**Working notes: the on-top pair density of stretched H$_2$ from range-separated model data**

I have two sets of numbers for the singlet ground state of H$_2$ at a bond length of about 4 bohr, both as functions of the range-separation parameter $\mu$. I made them for the exercise and rounded them as a calculation would print them. They imitate such a calculation and are not the output of one. Hartree atomic units throughout, $\mu$ in bohr$^{-1}$.

| $\mu$ | $\bar E_c^{sr,\mu}$ ($\mu E_h$) | $P^\mu$ ($10^{-3}$ bohr$^{-3}$) |
|---|---|---|
| 4 | $-3398.8$ | 2.674 |
| 6 | $-1546.4$ | 2.453 |
| 10 | $-564.3$ | 2.290 |

**Conventions**

The pair density $n_2(\mathbf r_1,\mathbf r_2)$ integrates to $N(N-1)$, so an interaction $w$ has expectation value $\tfrac12\iint n_2\,w$. The model system has the physical density $n$ and the interaction $\mathrm{erf}(\mu u)/u$, with $u=|\mathbf r_1-\mathbf r_2|$. Its functional is $F^\mu[n]=\min_{\Psi\to n}\langle\Psi|\hat T+\hat W^{lr,\mu}|\Psi\rangle$, and $F=F^\infty$. I define $\bar E_{Hxc}^{sr,\mu}=F-F^\mu$ and $\bar E_c^{sr,\mu}=\bar E_{Hxc}^{sr,\mu}-E_{Hx}^{sr,\mu}$, where $E_{Hx}^{sr,\mu}$ is the expectation value of $\mathrm{erfc}(\mu u)/u$ in the Kohn–Sham determinant. For a two-electron singlet $n_2^{KS}=n(\mathbf r_1)n(\mathbf r_2)/2$.

The column $P^\mu$ is $\int n_2^\mu(\mathbf r,\mathbf r)\,d\mathbf r$ for the model. I want the physical $P=\int n_2(\mathbf r,\mathbf r)\,d\mathbf r$, the correlation part $A=\int n_{2,c}(\mathbf r,\mathbf r)\,d\mathbf r$ with $n_{2,c}=n_2-n_2^{KS}$, and $K=\int n^2/2\,d\mathbf r=P-A$.

**The model wave function at coalescence**

For small $u$ the relative motion of the pair (reduced mass 1/2) obeys $\nabla_u^2\psi=[\mathrm{erf}(\mu u)/u]\,\psi$ plus terms that stay finite as $\mu$ grows. With $x=\mu u$ those terms are of relative order $\mu^{-2}$. I write the s wave as $\psi^\mu=\psi(0)[1+p_1(x)/\mu+p_2(x)/\mu^2+\dots]$, with $\psi(0)$ the physical value. First order gives $(xp_1)''=\mathrm{erf}\,x$, and the solution regular at the origin is

$$xp_1=\left(\frac{x^2}{2}+\frac14\right)\mathrm{erf}\,x+\frac{x\,e^{-x^2}}{2\sqrt\pi}+bx .$$

At large $x$, $p_1\to x/2+b+1/(4x)$. The term $x/(2\mu)=u/2$ is the Coulomb cusp. The removed interaction $\mathrm{erfc}(\mu u)/u$ has volume integral $\pi/\mu^2$, so outside the region $u\sim1/\mu$ the wave function changes only at order $\mu^{-2}$, and $b=0$. Then $p_1(0)=1/(2\sqrt\pi)+1/(2\sqrt\pi)=1/\sqrt\pi$, and squaring $\psi^\mu(0)$ gives the factor $1+2/(\sqrt\pi\mu)$.

I need the next order, because my $\mu$ values are modest. The Coulomb-like source in $(xp_2)''=\mathrm{erf}(x)\,p_1+\dots$ tends to $x/2+1/(4x)$, so $p_2$ contains $x^2/12+\tfrac14\ln x$. Outside, the term $1/(4\mu^2u)$ continues as the irregular Coulomb solution $(1/u+\ln u+\text{const})/(4\mu^2)$, whose amplitude has no $\ln\mu$. Since $\ln u=\ln x-\ln\mu$, the inner amplitude carries $-\ln\mu/(4\mu^2)$. Squaring and integrating,

$$P^\mu=P\,q(\mu)+\frac{B}{\mu^2}+\dots,\qquad q(\mu)=1+\frac{2}{\sqrt\pi\mu}-\frac{\ln\mu}{2\mu^2}.$$

$B$ depends on the system, and its value refers to $\mu$ in bohr$^{-1}$ inside the logarithm.

**The energy expansion**

At fixed density the Hellmann–Feynman theorem gives $\partial_\mu\bar E_{Hxc}^{sr,\mu}=-\pi^{-1/2}\iint n_2^\mu\,e^{-\mu^2u^2}$. I insert $n_2^\mu=n_2(\mathbf r,\mathbf r)[1+2p_1/\mu-\ln\mu/(2\mu^2)+\dots]$. The Gaussian integrates to $\pi^{3/2}/\mu^3$, and $\int_0^\infty x^2e^{-x^2}p_1\,dx=7/(16\sqrt2)+1/(16\sqrt2)=1/(2\sqrt2)$ from the erf and Gaussian parts of $p_1$. Hence

$$\partial_\mu\bar E_{Hxc}^{sr,\mu}=-\frac{\pi P}{\mu^3}-\frac{2\sqrt{2\pi}P}{\mu^4}+\frac{\pi P\ln\mu}{2\mu^5}+O(\mu^{-5}).$$

I integrate from $\mu$ to infinity, where the functional vanishes. The Kohn–Sham pair density has no term linear in $u$ after averaging, so $E_{Hx}^{sr,\mu}=\pi K/(2\mu^2)+O(\mu^{-4})$. Subtracting,

$$\bar E_c^{sr,\mu}=\frac{\pi A}{2\mu^2}+\frac{2\sqrt{2\pi}}{3\mu^3}P-\frac{\pi\ln\mu}{8\mu^4}P+\frac{C}{\mu^4}+\dots$$

The $\mu^{-3}$ coefficient and the factor $1+2/(\sqrt\pi\mu)$ are those of Gori-Giorgi and Savin (2006). The $\mu^{-2}$ term holds the correlation part $A$. The $\mu^{-3}$ term holds the full $P$, because only the correlated wave function has a cusp.

**The dissociation limit, to size what I drop**

For $R\to\infty$ at fixed $\mu$ the problem is solvable. The kinetic energy is bounded below by the von Weizsäcker value, which is $T_s$ for a two-electron singlet, and the interaction is non-negative. The Heitler–London state reaches both bounds, so $F^\mu=F=T_s$, $\bar E_{Hxc}^{sr,\mu}=0$ and $P=0$. With $n_H=e^{-2r}/\pi$ on each atom, $\int n_H(\mathbf r)n_H(\mathbf r+\mathbf u)\,d\mathbf r=e^{-2u}(1+2u+4u^2/3)/(8\pi)$, which gives $K_\infty=1/(8\pi)=39.79\times10^{-3}$ and

$$\bar E_c^{sr,\mu}=-\frac14\int_0^\infty u\,e^{-2u}\left(1+2u+\tfrac43u^2\right)\mathrm{erfc}(\mu u)\,du=-\frac{1}{16\mu^2}+\frac{1}{32\mu^4}-\frac{5}{96\mu^6}+\dots$$

The $\mu^{-3}$ term has gone and the $\mu^{-4}$ term has not. Everything beyond $\mu^{-4}$, the tail $\tau$, follows from the integral: $\tau=-8.61$, $-0.857$ and $-0.044\ \mu E_h$ at $\mu=4,6,10$. I use these as estimates of the tail at finite $R$.

**First attempt: energies alone**

Multiplying by $\mu^2$ gives $\mu^2\bar E_c=\pi A/2+P\,h(\mu)+C/\mu^2$ with $h=2\sqrt{2\pi}/(3\mu)-\pi\ln\mu/(8\mu^2)$. I carry unrounded values in all that follows unless I say otherwise.

| $\mu$ | $h$ | $q$ | $P^\mu/(1+2/(\sqrt\pi\mu))$ ($10^{-3}$) |
|---|---|---|---|
| 4 | 0.38375 | 1.2388 | 2.086 |
| 6 | 0.25897 | 1.1632 | 2.065 |
| 10 | 0.15807 | 1.1013 | 2.058 |

Three energies fix three unknowns if the determinant of the rows $(1,h,\mu^{-2})$ is non-zero. It is $D=-1.285\times10^{-3}$, so the solution is unique, but $D$ is small because $h$ is almost linear in $\mu^{-2}$ over this range. Cramer's rule gives

$$P=\frac1D\left[\frac{64}{225}\bar E_c(4)-\frac{189}{100}\bar E_c(6)+\frac{125}{36}\bar E_c(10)\right].$$

Terms of order $10^3\ \mu E_h$ cancel to $-3.449\ \mu E_h$, so $P=2.7\times10^{-3}$, and back-substitution gives $A=-36.37\times10^{-3}$. The sensitivities $\partial P/\partial\bar E_c$ are $-221$, $+1470$ and $-2701$. Rounding errors of at most $0.05\ \mu E_h$ move $P$ by up to $0.22\times10^{-3}$. Energies good only to ten times that would leave $P$ compatible with almost anything between zero and twice its value.

Truncation does more harm than rounding. Passing $\tau$ through the same sensitivities biases $P$ by $+0.8\times10^{-3}$, and removing this leaves $1.9\times10^{-3}$. At finite $R$ there can also be a term $c_5P/\mu^5$ that the dissociation limit cannot show. With the $P$ found below it shifts the fitted $P$ by $-0.11\times10^{-3}$ per unit of $c_5$. The energies therefore give one significant figure, $P\approx2\times10^{-3}$. Moving all $\mu$ up by a factor $s$ trades one trouble for the other: apart from the logarithm, the bias from the $\mu^{-6}$ term falls as $s^{-3}$ and the rounding amplification grows as $s^3$.

**Second attempt: on-top extrapolation**

Here $P$ is the leading term. The one-point extrapolations in the last column above already agree to about one per cent. To do better I eliminate $B$ between two points:

$$P=\frac{\mu_2^2P^{\mu_2}-\mu_1^2P^{\mu_1}}{\mu_2^2q(\mu_2)-\mu_1^2q(\mu_1)} .$$

The derivative of $\mu^2q$ is $2\mu+2/\sqrt\pi-1/(2\mu)$, positive for all $\mu\ge1$, so any two distinct points in that range give a unique $(P,B)$. For $\mu=6,10$ the numerator is $140.692\times10^{-3}$ and the denominator 68.258, so $P=2.061\times10^{-3}$, $B=2.00\times10^{-3}$ and $B/P=0.97$. Rounding by $0.0005\times10^{-3}$ moves $P$ by at most $0.001\times10^{-3}$ and $B/P$ by 0.03. The nuisance parameter takes nearly all the damage.

The third point tests the truncation. The fit predicts $P^{\mu=4}=2.678\times10^{-3}$ against 2.674 in the table. The gap of 0.004 slightly exceeds the 0.003 that rounding of all three entries allows, so a higher term is just visible at $\mu=4$. The pair $\mu=4,6$ gives 2.064. I take the spread as the uncertainty, $P=(2.061\pm0.003)\times10^{-3}$ bohr$^{-3}$. Dropping the logarithm from $q$ changes the $6,10$ result to 2.053, a shift well outside the rounding bound. The raw $P^\mu$ exceed the inferred $P$ by 30% at $\mu=4$ and by 11% at $\mu=10$, since the softened interaction lets the electrons meet more often.

**Back to the energies with $P$ fixed**

I set $P=2.061\times10^{-3}$, define $z=\mu^2\bar E_c-Ph$, and use $\mu=6,10$, where $z=-56.204$ and $-56.756\ \mathrm{m}E_h$ bohr$^{-2}$. The line $z=\pi A/2+C/\mu^2$ through these points has intercept $\tfrac{25}{16}z(10)-\tfrac{9}{16}z(6)$ and slope $\tfrac{225}{4}[z(6)-z(10)]$, so

$$A=-36.33\times10^{-3},\qquad C=0.0310,\qquad K=P-A=38.39\times10^{-3}.$$

Rounding moves $A$ by at most $0.006\times10^{-3}$, and the tail biases it by $+0.007\times10^{-3}$. Since $\partial A/\partial P=-0.064$, the uncertainty of $P$ is negligible here. I quote $A$ and $K$ to about $\pm0.01\times10^{-3}$. Even the poor first attempt changed $A$ by only 0.1%. For $C$ the rounding bound is 0.0004 and the tail bias is $-0.0015$, so two figures at most are meaningful.

At $\mu=4$ the inferred terms are $-3566.6$ ($\mu^{-2}$), $+53.8$ ($\mu^{-3}$), $-4.4$ (logarithm) and $+121.2$ ($\mu^{-4}$), in $\mu E_h$. The formally higher $\mu^{-4}$ term is more than twice the $\mu^{-3}$ term, which is why the first attempt struggled. The sum is $-3396.0$, and the tabulated value lies $2.8\ \mu E_h$ lower. The tail, counted at $\mu=4$ and through its effect on $A$ and $C$, predicts $3.5\ \mu E_h$ lower, and rounding allows $\pm1.0$. The two data columns are consistent with one set of parameters.

**What is and is not determined**

The ratio $P/K=0.054$ says that the density-integrated on-top pair density is about a twentieth of its Kohn–Sham value, so $n_{2,c}(\mathbf r,\mathbf r)$ has nearly reached its lower bound $-n^2/2$ on average. $K$ lies 3.5% below $K_\infty$, which supports scaling arguments from the separated atoms at the accuracy I asked of them. In a real calculation $K$ is available from the density and would check the whole inversion. A spin-unpolarised local functional takes its on-top value from the uniform gas at the local density. That density tends to $n_H$ on each atom as $R$ grows, so its $P$ tends to a positive constant and its $\mu^{-2}$ coefficient stays less negative than the exact $-1/16$.

Uniqueness holds within the truncated linear models and for the integrals only. Many functions $n_2(\mathbf r,\mathbf r)$ share one $P$, so the data cannot tell how much comes from the overlap region at the bond midpoint and how much from ionic configurations at the nuclei. The factor $1+2/(\sqrt\pi\mu)$ holds point by point and would allow a local extrapolation from local data. Being multiplicative, it keeps the extrapolated value non-negative, and it keeps its relative accuracy as $P\to0$ provided $B/P$ stays of order one.

If I could ask for one more column it would be $E_{Hx}^{sr,\mu}$. Adding it to $\bar E_c^{sr,\mu}$ gives $\bar E_{Hxc}^{sr,\mu}=P[\pi/2+h]/\mu^2+O(\mu^{-4})$, which vanishes to all orders at dissociation, so the large $\mu^{-4}$ term and the tail $\tau$ drop out. At $\mu=10$ the sensitivity $\partial P/\partial E$ is then 58 instead of 2701 in magnitude, and a remaining term $c_4P/\mu^4$ shifts $P$ by 0.6% per unit of $c_4$.